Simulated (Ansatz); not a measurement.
## A series in volume per atom on WC

Results calculated with Ansatz 0.2.0, not measured. Periodic Kohn-Sham DFT of a crystal at fixed atoms; pressure and stress are positive in compression; the energy is the free energy less that of spherical unpolarised free atoms; site moments are those in the method's own spheres, positive along +z.

Cell of the first row (space group P-6m2, No. 187):
```
cell vectors (Å)
   2.8413     0.0000     0.0000
  -1.4206     2.4606     0.0000
   0.0000     0.0000     2.7712
atoms (fractions of the cell vectors)
W   0.00000  0.00000  0.00000
C   0.66667  0.33333  0.50000
```

Settings of every row: method frozen-core PAW; functional PBEsol; relativity scalar; k mesh 14x14x13; filling fermi-dirac; smearing width 0.05 eV; wave cutoff 420 eV; paw set soft_2.

Atom start moment: 0 on all atoms.

Limits: PAW files made with PBE; no spin-orbit coupling on heavy atoms.

```csv
row,volume per atom (Å³),pressure (GPa)
1,9.687,27.944
2,9.894,?
3,10.1,7.868
4,10.203,3.467
5,10.306,-0.71
6,10.409,-4.675
7,10.512,-8.439
8,10.718,-15.401
9,10.924,-21.667
```

Question: what pressure should row 2 give?

Worked fit of pressure. Take u = (V_r/V)^(2/3) − 1 with V_r = 10.357 Å³ an atom, which is twice the finite (Eulerian) strain; such expansions in the strain, on which the Birch-Murnaghan equation of state is built, carry the rest volume and the bulk modulus. The shown rows have u = 0.04559, 0.01689, 0.01004, 0.0033, -0.00333, -0.00985, -0.02258, -0.03491. Least squares give pressure = −2.6997 + 598.367 × u + 1595.5 × u² + 510 × u³ GPa; a parabola predicts inner rows, each left out in turn, worse (root mean square 0.008 against 0.0039 GPa). The rows lie off it by 0.000, 0.004, -0.002, -0.002, 0.000, 0.000, 0.002, -0.001. The pressure vanishes at u = 0.0045, or V = 10.29 Å³ an atom, and there the bulk modulus at fixed shape and fractions is B = −V dP/dV = (2/3)(1 + u) dP/du = 410 GPa. Letting shape and atoms relax would as a rule lower it, by much in layered, chain or molecular crystals. The withheld row has u = 0.03096, so the fit gives −2.6997 + 598.367 × (0.03096) + 1595.5 × (0.03096)² + 510 × (0.03096)³ = 17.370 GPa.

The calculation gave 17.386 GPa. The fit lies 0.016 GPa (0.032 % of the column's range) below it; its largest miss of a shown row is 0.004 GPa.
